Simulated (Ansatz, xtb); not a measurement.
**Two isomers of C7H9B**

We compare I, `CC#CB1CC=CC1`, a singlet, with II, `B1/C=C\C=C/C/C=C\1`, a singlet. Both are isolated molecules in the gas phase, relaxed with B3LYP-D3(BJ)/def2-SVP.

Question: Estimate which is lower in electronic energy at CCSD(T)/def2-SVP + ΔMP2/def2-TZVPP, and by roughly how much.

Answer: Too close to call at this level: CCSD(T)/def2-SVP + ΔMP2/def2-TZVPP gives E(II) − E(I) = +0.72 kcal/mol.

Level by level:

| level | geometry | E(II) − E(I) (kcal/mol) | departure from the last row (kcal/mol) | job, with rough time for the two |
| --- | --- | --- | --- | --- |
| GFN2-xTB | GFN2-xTB | −2.46 | −3.18 | optimisation, 0.29 s |
| HF/STO-3G | GFN2-xTB | +21.59 | +20.87 | single point, 0.46 s |
| r2SCAN-D4/def2-SVP | GFN2-xTB | −1.00 | −1.73 | single point, 5.3 s |
| B3LYP-D3(BJ)/def2-SVP | B3LYP-D3(BJ)/def2-SVP | −3.36 | −4.08 | optimisation, 46 s |
| HF/def2-SVP | B3LYP-D3(BJ)/def2-SVP | +5.17 | +4.45 | part of the CCSD(T) run |
| MP2/def2-SVP | B3LYP-D3(BJ)/def2-SVP | +1.71 | +0.98 | part of the CCSD(T) run |
| CCSD(T)/def2-SVP | B3LYP-D3(BJ)/def2-SVP | −0.30 | −1.03 | single point |
| CCSD(T)/def2-SVP + ΔMP2/def2-TZVPP | B3LYP-D3(BJ)/def2-SVP | +0.72 |  | single point, 2.3 min |

As drawn, II has 2 C=C, 1 B–H in place of 1 C≡C, 1 C–B, 1 C–H. Structure I has a 5-membered ring, II a 8-membered ring.

The largest departure from CCSD(T)/def2-SVP + ΔMP2/def2-TZVPP is that of HF/STO-3G, 20.87 kcal/mol. The last row adds to CCSD(T) the change of the MP2 difference between the two basis sets, here +1.03 kcal/mol.

With thermal terms from frequencies at re-optimised GFN2-xTB minima (ideal gas, soft modes damped towards free rotors, one conformer each, 298.15 K, 1 atm): on the last row, ΔE + ΔZPE = +1.69, ΔH = +0.65, ΔG = +3.66 kcal/mol.

The correlated steps freeze 8 core orbitals. Run with Ansatz 0.2.0, xtb 6.7.1; the last row on 4 threads of Arm Neoverse V1 on a shared host.

The two isomers are nearly degenerate electronically, and the small positive final difference does not establish an order. Both have one ring and three π bonds, so the balance rests on how the unsaturation is distributed. Replacing an alkyne with alkenes normally favours II, but this gain is probably offset by strain and imperfect π overlap in the eight-membered ring, and by loss of the strong bond between boron and an sp carbon.

In the def2-SVP basis, correlation shifts the balance towards II, from +5.17 kcal/mol at HF to −0.30 at CCSD(T). The basis correction is large enough to reverse that sign.

The free energy leans more clearly towards I, at +3.66 kcal/mol against an enthalpy difference of only +0.65, so the preference is mainly entropic. This suggests softer motion in I, with its propynyl arm and nearly free methyl rotor, than in the larger ring of II. The preference need not carry over to condensed phases, where the B–H group of II could form hydride-bridged dimers.
